**2p ionisation energies of Ne-like ions, Mg2+ to Fe16+: Koopmans, ΔSCF and NIST values**

The table holds ionisation energies of fifteen ten-electron ions from non-relativistic, configuration-averaged Hartree-Fock at the radial basis limit, as ΔSCF and as −ε, beside NIST values with their uncertainties. The program tests a 1/Z expansion whose Z² and Z terms are fixed by hydrogenic theory, three forms for the relaxation energy, and a screened Z⁴ estimate of the missing fine structure. The expansion with two fitted terms follows ΔSCF to 0.06 eV rms, a single screening constant misses by up to 13 eV, and relaxation stays near 3 eV while the ionisation energy grows sixteenfold. NIST lies between ΔSCF and −ε in every row, with rms errors of 1.26 and 1.87 eV, and subtracting ζ/2 alone makes every row worse. A constant plus a multiple of ζ/2 fails to describe the gap to NIST, and the tabulated value for Sc11+ stands 1.13 eV above its neighbours' trend.

Ne-like ions Mg2+ to Fe16+ (parent configuration [He] 2s2 2p6), computed with the B-spline radial atomic code 1 for a spherical atom at the radial basis limit: non-relativistic all-electron Hartree-Fock, configuration average, point nucleus. IE by ΔSCF is the difference of two self-consistent energies; NIST values run from ground level to ground level.

## The fit in Python

```python
# Table: 2p ionisation energies (eV) of Ne-like ions Mg2+..Fe16+, B-spline radial code, non-relativistic
# configuration-average Hartree-Fock (DeltaSCF and -eps), with NIST values. Tested: 1/Z expansion of IE,
# near-constant relaxation, error of each level against NIST, size of the missing fine structure.
T = {
    'ion': ['Mg2+', 'Al3+', 'Si4+', 'P5+', 'S6+', 'Cl7+', 'Ar8+', 'K9+', 'Ca10+', 'Sc11+', 'Ti12+', 'V13+', 'Cr14+', 'Mn15+', 'Fe16+'],
    'Z': [12, 13, 14, 15, 16, 17, 18, 19, 20, 21, 22, 23, 24, 25, 26],
    'charge': [2, 3, 4, 5, 6, 7, 8, 9, 10, 11, 12, 13, 14, 15, 16],  # e
    'ion_cfg': ['[He] 2s2 2p5', '[He] 2s2 2p5', '[He] 2s2 2p5', '[He] 2s2 2p5', '[He] 2s2 2p5', '[He] 2s2 2p5', '[He] 2s2 2p5', '[He] 2s2 2p5', '[He] 2s2 2p5', '[He] 2s2 2p5', '[He] 2s2 2p5', '[He] 2s2 2p5', '[He] 2s2 2p5', '[He] 2s2 2p5', '[He] 2s2 2p5'],
    'ie': [78.6503, 118.574, 165.417, 219.145, 279.739, 347.183, 421.468, 502.585, 590.53, 685.298, 786.886, 895.292, 1010.51, 1132.55, 1261.39],  # eV
    'koopmans': [81.802, 121.695, 168.518, 222.232, 282.814, 350.25, 424.527, 505.639, 593.579, 688.344, 789.928, 898.331, 1013.55, 1135.58, 1264.42],  # eV
    'diff': [3.152, 3.122, 3.101, 3.086, 3.075, 3.067, 3.06, 3.054, 3.049, 3.045, 3.042, 3.039, 3.036, 3.034, 3.032],  # eV
    'tab': [80.1436, 119.9924, 166.767, 220.43, 280.954, 348.306, 422.6, 503.67, 591.6, 687.36, 787.67, 896.0, 1011.6, 1133.7, 1262.7],  # eV
    'tab_kind': ['measured', 'measured', 'measured', 'semi-empirical', 'measured', 'measured', 'semi-empirical', 'semi-empirical', 'semi-empirical', 'measured', 'measured', 'measured', 'semi-empirical', 'semi-empirical', 'semi-empirical'],
    'unc': [0.0006, 0.0019, 0.003, 0.005, 0.007, 0.007, 0.06, 0.07, 0.12, 0.12, 0.04, 0.4, 0.5, 0.6, 0.7],  # eV
}
import numpy as np
from scipy.constants import physical_constants as pc, alpha
from scipy.integrate import cumulative_trapezoid as ct, trapezoid as tz
from scipy.optimize import curve_fit
H = pc['Hartree energy in eV'][0]; cm = 100*pc['inverse meter-electron volt relationship'][0]
ion = T['ion']; ix = {s: i for i, s in enumerate(ion)}
Z, ie, ko, df, tab, unc = (np.array(T[k], float) for k in ('Z', 'ie', 'koopmans', 'diff', 'tab', 'unc'))
rms = lambda x: float(np.sqrt(np.mean(np.square(x))))
lsq = lambda cols, y: np.linalg.lstsq(np.array(cols).T, y, rcond=None)[0]
r = np.linspace(1e-4, 80, 400001)  # hydrogenic radial functions, Z = 1
s1 = 2*r*np.exp(-r); s2 = r*(1-r/2)*np.exp(-r/2)/np.sqrt(2); p = r**2*np.exp(-r/2)/np.sqrt(24)
def R(k, f, g):
    out = ct(g/r**(k+1), r, initial=0)
    return tz(f*(ct(g*r**k, r, initial=0)/r**(k+1) + r**k*(out[-1]-out)), r)
b = sum(2*(R(0, s*s, p*p)-R(1, s*p, s*p)/6) for s in (s1, s2)) + 5*(R(0, p*p, p*p)-2*R(2, p*p, p*p)/25)
one = np.ones_like(Z); y = ie - H*(Z**2/8 - b*Z); c = lsq([one, 1/Z], y); rz = c[0]+c[1]/Z-y
print(f"theory: a=1/8 Ha={H/8:.4f} eV, b={b:.5f} Ha={b*H:.3f} eV, limiting screening 4b={4*b:.3f}")
print(f"a,b fixed: c={c[0]:.2f} eV d={c[1]:.1f} eV rms={rms(rz):.3f} worst {ion[np.argmax(abs(rz))]} {abs(rz).max():.3f} eV")
f = lsq([Z**2, Z, one, 1/Z], ie); print(f"free 4-term fit: a={f[0]/H:.5f} Ha, b={-f[1]/H:.4f} Ha")
(sg,), _ = curve_fit(lambda z, s: H*(z-s)**2/8, Z, ie, p0=[7]); e = H*(Z-sg)**2/8-ie
print(f"one screening constant {sg:.3f}: rms={rms(e):.2f} eV, {ion[0]} {e[0]:+.2f}, {ion[-1]} {e[-1]:+.2f} eV")
print("rounding floor: IE,-eps 0.0005 eV (0.005 above 1000 eV); relaxation 0.0005 eV")
fr = lambda z, A, B, s: A+B/(z-s)
q, _ = curve_fit(fr, Z, df, p0=[3, 0.5, 8], bounds=([2, 0, 0], [4, 20, 11.5])); rd = fr(Z, *q)-df
print(f"relaxation A+B/(Z-s): A={q[0]:.3f} eV B={q[1]:.3f} s={q[2]:.2f} rms={rms(rd):.4f} max={abs(rd).max():.4f} eV")
for nm, cols in (("A+B/Z", [one, 1/Z]), ("A+B/Z+C/Z^2", [one, 1/Z, 1/Z**2])):
    w = lsq(cols, df); e = np.array(cols).T@w-df
    print(f"relaxation {nm}: A={w[0]:.3f} eV rms={rms(e):.4f} max={abs(e).max():.4f} eV")
print(f"first to last row: IE x{ie[-1]/ie[0]:.2f}, relaxation change {df[-1]-df[0]:+.3f} eV ({100*(df[-1]/df[0]-1):+.1f} %)")
# typed from further outputs of the same runs: <r^2> sums (bohr^2), zeta (1/cm), Darwin (Ha), next IE errors (eV)
r2par, r2p, r2ion = 2.362558, 0.2847017, 1.923135
print(f"P: sum r^2 frozen ion {r2par-r2p:.4f}, relaxed {r2ion:.4f} bohr^2, {100*(r2ion/(r2par-r2p)-1):+.1f} %")
zeta = {15: 4833.018, 19: 16536.55, 23: 40221.47}  # 15: parent P5+; 19, 23: ions K10+, V14+
sz = {z: z-(48*v*cm/H/alpha**2)**0.25 for z, v in zeta.items()}; s0 = (sz[19]+sz[23])/2
print("zeta/2 eV (screening):", ", ".join(f"Z={z} {v*cm/2:.3f} ({sz[z]:.2f})" for z, v in zeta.items()), f"; s used {s0:.2f}")
hz = H*alpha**2*(Z-s0)**4/96
dar = {'Mg': (1.095333, 1.100232), 'K': (7.168128, 7.198497), 'Fe': (25.67198, 25.76285)}
print("Darwin ion-parent eV:", ", ".join(f"{k} {H*(v[1]-v[0]):+.2f}" for k, v in dar.items()))
print("next step 2p5->2p4, computed-table eV: Mg %+.2f, V %+.2f, Fe %+.2f" % (0.7271011, 2.596425, 2.434642))
g = tab-ie; k = ko-tab; sig = Z-np.sqrt(8*ie/H)
print("ion sigma Zexp-IE relax% | tab-IE % | -eps-tab % | unc kind | zeta/2 tab-(IE-zeta/2)  [eV]")
for i, s in enumerate(ion):
    print(f"{s:6s}{sig[i]:.3f} {rz[i]:+.3f} {100*df[i]/ie[i]:.2f} | {g[i]:.3f} {100*g[i]/tab[i]:.3f} | {k[i]:.3f} "
          f"{100*k[i]/tab[i]:.3f} | {unc[i]:g} {T['tab_kind'][i][:4]} | {hz[i]:.2f} {g[i]+hz[i]:.2f}")
m = np.arange(len(Z)) != ix['Sc11+']
for nm, e in (("DSCF", g), ("-eps", k), ("DSCF-zeta/2", g+hz)):
    print(f"{nm}: |err| {e.min():.2f}-{e.max():.2f} rms {rms(e):.2f} (no Sc {rms(e[m]):.2f}) eV; rows <1%:{sum(e/tab < .01)}"
          f" <0.3%:{sum(e/tab < .003)} <1eV:{sum(e < 1)} <0.1eV:{sum(e < .1)} of {len(Z)}")
print("-eps closer than DSCF in:", [ion[i] for i in np.where(k < g)[0]], "; mean gap/relaxation %.2f" % np.mean(g/df))
j = ix['Sc11+']; ex = g[j]-(g[j-1]+g[j+1])/2
print(f"Sc11+ gap above neighbours' mean: {ex:.2f} eV = {ex/unc[j]:.1f} x stated unc")
v = ix['V13+']; print(f"gap change V->Fe {g[-1]-g[v]:+.2f} eV, combined unc {np.hypot(unc[v], unc[-1]):.2f} eV")
lo = unc < 0.01; w = lsq([one[lo], hz[lo]], g[lo]); e = w[0]+w[1]*hz-g
print(f"gap=C+k*zeta/2 on {lo.sum()} rows with unc<0.01: C={w[0]:.3f} eV k={w[1]:.2f} max misfit {abs(e[lo]).max():.3f} eV")
print("  misfit outside the fit (eV):", " ".join(f"{ion[i][:2]}{e[i]:+.2f}" for i in np.where(~lo)[0]))
print(f"gap slope over those rows {np.polyfit(Z[lo], g[lo], 1)[0]:+.3f} eV per Z")
print("rows with zeta/2 above the gap:", [ion[i] for i in np.where(hz > g)[0]])
assert np.all(df > 0) and np.all(np.diff(df) < 0)
assert np.all(ie < tab) and np.all(tab < ko)
assert abs(8*f[0]/H-1) < 0.01
assert np.argmax(g) == j
```

Running it gives:

```
theory: a=1/8 Ha=3.4014 eV, b=1.63649 Ha=44.531 eV, limiting screening 4b=6.546
a,b fixed: c=116.92 eV d=74.0 eV rms=0.059 worst Mg2+ 0.137 eV
free 4-term fit: a=0.12483 Ha, b=1.6246 Ha
one screening constant 6.812: rms=7.27 eV, Mg2+ +12.90, Fe16+ -9.04 eV
rounding floor: IE,-eps 0.0005 eV (0.005 above 1000 eV); relaxation 0.0005 eV
relaxation A+B/(Z-s): A=2.997 eV B=0.634 s=7.92 rms=0.0002 max=0.0004 eV
relaxation A+B/Z: A=2.928 eV rms=0.0069 max=0.0171 eV
relaxation A+B/Z+C/Z^2: A=3.062 eV rms=0.0013 max=0.0024 eV
first to last row: IE x16.04, relaxation change -0.120 eV (-3.8 %)
P: sum r^2 frozen ion 2.0779, relaxed 1.9231 bohr^2, -7.4 %
zeta/2 eV (screening): Z=15 0.300 (3.13), Z=19 1.025 (2.86), Z=23 2.493 (2.84) ; s used 2.85
Darwin ion-parent eV: Mg +0.13, K +0.83, Fe +2.47
next step 2p5->2p4, computed-table eV: Mg +0.73, V +2.60, Fe +2.43
ion sigma Zexp-IE relax% | tab-IE % | -eps-tab % | unc kind | zeta/2 tab-(IE-zeta/2)  [eV]
Mg2+  7.191 -0.137 4.01 | 1.493 1.863 | 1.658 2.069 | 0.0006 meas | 0.11 1.60
Al3+  7.096 -0.031 2.63 | 1.418 1.182 | 1.703 1.419 | 0.0019 meas | 0.16 1.58
Si4+  7.026 +0.027 1.87 | 1.350 0.810 | 1.751 1.050 | 0.003 meas | 0.23 1.58
P5+   6.973 +0.057 1.41 | 1.285 0.583 | 1.802 0.817 | 0.005 semi | 0.33 1.61
S6+   6.931 +0.068 1.10 | 1.215 0.432 | 1.860 0.662 | 0.007 meas | 0.45 1.67
Cl7+  6.897 +0.067 0.88 | 1.123 0.322 | 1.944 0.558 | 0.007 meas | 0.61 1.73
Ar8+  6.869 +0.059 0.73 | 1.132 0.268 | 1.927 0.456 | 0.06 semi | 0.80 1.93
K9+   6.844 +0.047 0.61 | 1.085 0.215 | 1.969 0.391 | 0.07 semi | 1.03 2.11
Ca10+ 6.824 +0.032 0.52 | 1.070 0.181 | 1.979 0.335 | 0.12 semi | 1.31 2.38
Sc11+ 6.806 +0.015 0.44 | 2.062 0.300 | 0.984 0.143 | 0.12 meas | 1.64 3.70
Ti12+ 6.790 -0.003 0.39 | 0.784 0.100 | 2.258 0.287 | 0.04 meas | 2.03 2.81
V13+  6.776 -0.023 0.34 | 0.708 0.079 | 2.331 0.260 | 0.4 meas | 2.49 3.20
Cr14+ 6.764 -0.039 0.30 | 1.090 0.108 | 1.950 0.193 | 0.5 semi | 3.02 4.11
Mn15+ 6.753 -0.064 0.27 | 1.150 0.101 | 1.880 0.166 | 0.6 semi | 3.63 4.78
Fe16+ 6.743 -0.076 0.24 | 1.310 0.104 | 1.720 0.136 | 0.7 semi | 4.34 5.65
DSCF: |err| 0.71-2.06 rms 1.26 (no Sc 1.18) eV; rows <1%:13 <0.3%:9 <1eV:2 <0.1eV:0 of 15
-eps: |err| 0.98-2.33 rms 1.87 (no Sc 1.92) eV; rows <1%:12 <0.3%:6 <1eV:1 <0.1eV:0 of 15
DSCF-zeta/2: |err| 1.58-5.65 rms 2.98 (no Sc 2.92) eV; rows <1%:13 <0.3%:0 <1eV:0 <0.1eV:0 of 15
-eps closer than DSCF in: ['Sc11+'] ; mean gap/relaxation 0.40
Sc11+ gap above neighbours' mean: 1.13 eV = 9.5 x stated unc
gap change V->Fe +0.60 eV, combined unc 0.81 eV
gap=C+k*zeta/2 on 6 rows with unc<0.01: C=1.537 eV k=-0.71 max misfit 0.031 eV
  misfit outside the fit (eV): Ar-0.16 K9-0.28 Ca-0.46 Sc-1.69 Ti-0.69 V1-0.94 Cr-1.70 Mn-2.19 Fe-2.85
gap slope over those rows -0.072 eV per Z
rows with zeta/2 above the gap: ['Ca10+', 'Ti12+', 'V13+', 'Cr14+', 'Mn15+', 'Fe16+']
```
